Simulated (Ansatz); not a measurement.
Compressing Ta2O5: a fit and a missing row

Ta2O5, C2/c, a = 12.819 Å, b = 4.868 Å, c = 5.534 Å, β = 103.8°. The structure is a COD entry; whether it is the stable form wasn't checked. Ansatz: r2SCAN, PAW, 500 eV, Γ-centred 6×6×4 mesh on 14 atoms, Gaussian smearing 0.02 eV; no spin polarisation. Shape and atoms are relaxed at each volume; pressure is positive in compression.

| V (Å³/atom) | P (GPa) |
| --- | --- |
| 11.257 | ? |
| 11.616 | 4.12 |
| 11.975 | 0.00 |
| 12.335 | -3.68 |
| 12.694 | -7.02 |

**Question.** Take V0 = 11.975 Å³/atom, fit the third-order Birch–Murnaghan form to the other rows, and predict the missing pressure.

**Answer.** With the Eulerian strain f = ½[(V0/V)^(2/3) − 1] and y = P/[3f(1 + 2f)^(5/2)], the form is the line y = B0 + 1.5 B0 (B0′ − 4) f. Rows (f, y): 0.01025, 127.4; -0.00978, 131.8; -0.01906, 135.3. Means f = -0.006197, y = 131.50; Σ(Δf)² = 0.0004488, ΣΔfΔy = -0.1174; the slope is their ratio. y = 129.9 − 261.6 f GPa, so B0 = 129.9 GPa and B0′ = 4 + 2 × (-261.6)/(3 × 129.9) = 2.66. At V = 11.257, f = 0.02104, y = 124.40 and P = 8.70 GPa. The run gave 8.92 GPa, so the fit is 0.22 GPa too low, 1.4 % of the span of the series, against an rms of 0.02 GPa on the fitted rows. The row lies outside the fitted range. The records show no cause, and too few rows are left to test a further term.

Spin–orbit coupling is left out, which can shift energies with elements as heavy as these.

Cost: 5 runs of about 75 core-minutes in all, on Intel Xeon Processor @ 2.50GHz (Skylake/Cascade Lake) (shared hosts).

The fitted B0′ of 2.66 means that this oxide stiffens unusually slowly under compression; a value near 4 is more typical of solids whose bonds shorten uniformly. A framework of linked Ta–O polyhedra offers a plausible reason: bending at the shared oxygens can take up volume at less cost than shortening the strong, partly covalent Ta–O bonds. The withheld pressure lies above the prediction, so the oxide stiffens faster there than the trend of the fitted rows implies. This would fit a framework whose easy bending is running out, leaving more of the load to bond compression and oxygen–oxygen repulsion, but a small residual stress or incomplete relaxation at that volume could look the same. Including the row would raise B0′, so the low value describes the fitted interval better than it does the material, whereas B0 is much less sensitive. The smooth pressures give no sign of an abrupt collapse, but they can't exclude a transition to another polymorph.
